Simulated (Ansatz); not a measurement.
## Ligand exchange: GaH2Br + SiH2(NH2)(SiH3) → GaH2(NH2) + SiH2(SiH3)Br

Species: GaH2Br `[GaH2][Br]`, singlet; SiH2(NH2)(SiH3), singlet; GaH2(NH2), singlet; SiH2(SiH3)Br, singlet. The partners trade Br for NH2: Ga–Br and Si–NH2 bonds give way to Ga–NH2 and Si–Br.

Shapes, held fixed at every level: PBE0-D4/def2-TZVP. Flexible molecules stand in one conformer, not always the lowest. Programs: Ansatz 0.2.0. Electronic energies: no zero-point or thermal term.

Task: Estimate ΔE of this reaction.

Result: The highest level, CCSD(T)/def2-TZVPP, gives ΔE = +32.4 kJ/mol; the levels span +26.5 to +48.6. The column of differences is taken from that level and isn't an error. No measured value is set beside it here. Relativity is left out for Br, Ga unless named. Correlated rows may include outer-core shells of Br, Ga, which these sets cover unevenly.

```csv
level,kind,ΔE (kJ/mol),less CCSD(T)/def2-TZVPP
HF/def2-SVP,Hartree–Fock,+48.6,+16.2
SPW92/def2-TZVPP,LDA,+26.5,-5.9
r2SCAN-D4/def2-TZVPP,meta-GGA,+32.9,+0.5
PBE0-D4/def2-TZVPP,global hybrid,+34.5,+2.1
MP2/def2-SVP,perturbation theory,+28.4,-4.0
MP2/def2-TZVPP,perturbation theory,+29.7,-2.7
CCSD/def2-TZVPP,coupled cluster or CI,+34.9,+2.5
CCSD(T)/def2-TZVPP,coupled cluster or CI,+32.4,0.0
```

The exchange is uphill at every level, with CCSD(T) giving +32.4 kJ/mol, so the amide group favours silicon and bromide favours gallium. Both partners gain from bonding to the more electronegative nitrogen, but silicon probably gains more: its compact valence orbitals overlap well with nitrogen, and the strongly polar Si–N bond is reinforced by lone-pair donation into neighbouring σ* orbitals. Three-coordinate gallium offers a formally empty 4p orbital for N→Ga π donation, yet this diffuse orbital overlaps only modestly with the nitrogen lone pair, which suggests that the π bonding gained cannot repay the loss of Si–N.

Electron correlation favours the products: in the same small basis, ΔE falls from +48.6 at Hartree–Fock to +28.4 at MP2. Enlarging the basis changes the MP2 value little, while the triples correction lowers the CCSD result slightly. The preference applies to isolated monomers; association through amide or bromide bridges at gallium, well known for such compounds, could shift the balance.
